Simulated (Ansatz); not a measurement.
## Fe: pressure against volume per atom

Results calculated with Ansatz 0.2.0, not measured. Periodic Kohn-Sham DFT of a crystal at fixed atoms; pressure and stress are positive in compression; the energy is the free energy less that of spherical unpolarised free atoms; site moments are those in the method's own spheres, positive along +z.

Cell of the first row (space group P6_3/mmc, No. 194):
```
cell vectors (Å)
   2.3845     0.0000     0.0000
  -1.1922     2.0650     0.0000
   0.0000     0.0000     3.7635
atoms (fractions of the cell vectors)
Fe  0.33333  0.66667  0.25000
Fe  0.66667  0.33333  0.75000
```

Settings of every row: method all-electron PAW; functional PBEsol; relativity scalar; k mesh 17x17x10; filling fermi-dirac; smearing width 0.08 eV; nucleus gaussian.

Atom start moment: 0 on all atoms.

Limits: the cell comes from a prototype or a list of computed structures and needn't be the stable phase.

| row | volume per atom (Å³) | pressure (GPa) |
| --- | --- | --- |
| 1 | 9.266 | 21.347 |
| 2 | 9.271 | 21.126 |
| 3 | 9.463 | 12.953 |
| 4 | 9.66 | 5.449 |
| 5 | 9.759 | 2 |
| 6 | 9.857 | -1.263 |
| 7 | 9.956 | -4.346 |
| 8 | 10.054 | -7.26 |
| 9 | 10.251 | ? |
| 10 | 10.448 | -17.41 |

Question: what pressure should row 9 give?

Worked fit of pressure. Take u = (V_r/V)^(2/3) − 1 with V_r = 9.759 Å³ an atom, which is twice the finite (Eulerian) strain; such expansions in the strain, on which the Birch-Murnaghan equation of state is built, carry the rest volume and the bulk modulus. The shown rows have u = 0.03516, 0.03479, 0.02075, 0.00682, 0, -0.00664, -0.01324, -0.01966, -0.04446. Least squares give pressure = 1.9882 + 497.978 × u + 1448.17 × u² + 1383 × u³ GPa; a parabola predicts inner rows, each left out in turn, worse (root mean square 0.024 against 0.01 GPa). The rows lie off it by 0.000, 0.002, -0.004, -0.003, 0.012, -0.008, 0.008, -0.007, 0.001 (root mean square 0.0062 GPa). The pressure vanishes at u = -0.0040, or V = 9.818 Å³ an atom, and there the bulk modulus at fixed shape and fractions is B = −V dP/dV = (2/3)(1 + u) dP/du = 323 GPa. Letting shape and atoms relax would as a rule lower it, by much in layered, chain or molecular crystals. The withheld row has u = -0.03226, so the fit gives 1.9882 + 497.978 × (-0.03226) + 1448.17 × (-0.03226)² + 1383 × (-0.03226)³ = -12.616 GPa.

The calculation gave -12.621 GPa. The fit lies 0.005 GPa (0.013 % of the column's range) above it; its largest miss of a shown row is 0.012 GPa.
